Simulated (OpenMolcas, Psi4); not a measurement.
# GaBH3ClO (SMILES O[B](Cl)[GaH2]): methods side by side

GaBH3ClO: 7 atoms, total charge 0, spin state singlet. SMILES: `O[B](Cl)[GaH2]`. Geometry: relaxed at PBE0-D4/def2-TZVP. This is one conformer, not always the lowest.

```xyz
7

O    -0.8455   -1.2291    0.9271
B    -0.0319   -0.6649    0.0179
Cl    0.8990   -1.7362   -1.0705
Ga    0.2024    1.4062   -0.1908
H    -0.8509   -2.1943    0.9059
H    -0.6913    2.2325   -1.1861
H     1.3180    2.1859    0.5965
```

Each level gives the vertical ionisation energy (to the doublet cation) (eV). The values are calculated.

```tsv
level	kind	program	value (eV)	less CCSD(T)/6-31G*	CPU time (all runs)
HF/6-31G* (spherical functions)	Hartree–Fock	OpenMolcas	9.37	-0.22	20 s
SVWN5/6-31G* (spherical functions)	LDA	OpenMolcas	9.59	0.00	45 s
BLYP/6-31G* (spherical functions)	GGA	OpenMolcas	9.31	-0.28	65 s
revPBE/6-31G* (spherical functions)	GGA	OpenMolcas	9.40	-0.19	68 s
B3LYP/6-31G* (spherical functions)	global hybrid	OpenMolcas	9.72	+0.13	59 s
BHLYP/6-31G* (spherical functions)	global hybrid	OpenMolcas	9.88	+0.29	57 s
CCSD(T)/6-31G* (spherical functions), open shells restricted	coupled cluster or CI	OpenMolcas	9.59	0.00	2.1 min
CCSD/6-31G* (spherical functions)	coupled cluster or CI	Psi4	9.64	+0.05	1.8 min
```

CCSD(T)/6-31G* (spherical functions), open shells restricted is the highest level here, not the true value. All-electron rows without a relativistic Hamiltonian named are non-relativistic. The values span 9.31 to 9.88 eV. In the correlated wave-function rows the outer d shell of Ga is correlated, in sets not made for it. CPU times are rough (shared hosts, several kinds of processor): they show what a rung costs within a factor of a few.

The electron removed probably comes mainly from the Ga–B σ bond, which joins two electropositive atoms and should lie above the oxygen and chlorine lone pairs. Hartree–Fock falls 0.22 eV below CCSD(T), as expected when ionisation breaks up an electron pair: the neutral molecule loses more correlation energy than the cation when correlation is left out. CCSD lies close to CCSD(T), which suggests that connected triples matter little for this energy difference.

From BLYP through B3LYP to BHLYP the ionisation energy rises with the share of exact exchange, possibly because the semilocal functional overstabilises a hole spread along the σ framework. Hartree–Fock does not continue this rise, since it drops the correlation functional as well. The match between SVWN5 and CCSD(T) is best read as cancellation between exchange and correlation errors, and does not show that LDA is generally reliable for such molecules. The adiabatic ionisation energy remains open, and removing a σ-bonding electron could lengthen the Ga–B bond appreciably.
